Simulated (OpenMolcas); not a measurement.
**How basis sets differ on CH2ClNSi (SMILES ClC1=N[SiH2]1)**

CH2ClNSi has 6 atoms, charge 0, and is taken as a singlet. SMILES: `ClC1=N[SiH2]1`. The coordinates come from a GFN2-xTB relaxation.

Each level gives the dipole moment (D). The values are calculated.

| level | kind | program | value (D) | CPU time |
| --- | --- | --- | --- | --- |
| HF/STO-3G | Hartree–Fock | OpenMolcas | 3.86 | 1.8 s |
| HF/3-21G | Hartree–Fock | OpenMolcas | 3.62 | 2.1 s |
| HF/cc-pVDZ | Hartree–Fock | OpenMolcas | 3.11 | 5.1 s |
| HF/def2-SVP | Hartree–Fock | OpenMolcas | 3.23 | 4.8 s |

The values span 3.11 to 3.86 D. Sets without polarisation functions give poor dipoles. Times are those of the runs behind each value, whatever else they computed, on shared processors of several kinds: orders of magnitude only.

The dipole moment is largest in the minimal basis, 3.86 D, somewhat smaller with 3-21G, and lowest in the two polarised sets, which lie close together at 3.11 and 3.23 D. Since the geometry is common to all four, the spread reflects how each basis describes the charge distribution, not any change in structure. The strained ring joins electropositive silicon to an imine nitrogen with a directional lone pair, and carries a polar C–Cl bond. Functions of d type let the density around silicon, nitrogen and chlorine distort away from atomic shapes, which probably shifts charge back towards silicon and softens the lone-pair contribution. Splitting the valence shell alone gives radial freedom but little of this angular freedom, consistent with the smaller drop from STO-3G to 3-21G.

The agreement of the polarised sets supports a strongly polar molecule, but does not establish the basis-set limit, as neither contains the diffuse functions that describe the outer density. Electron correlation would probably lower the moment further, because Hartree–Fock tends to exaggerate charge separation in polar bonds.
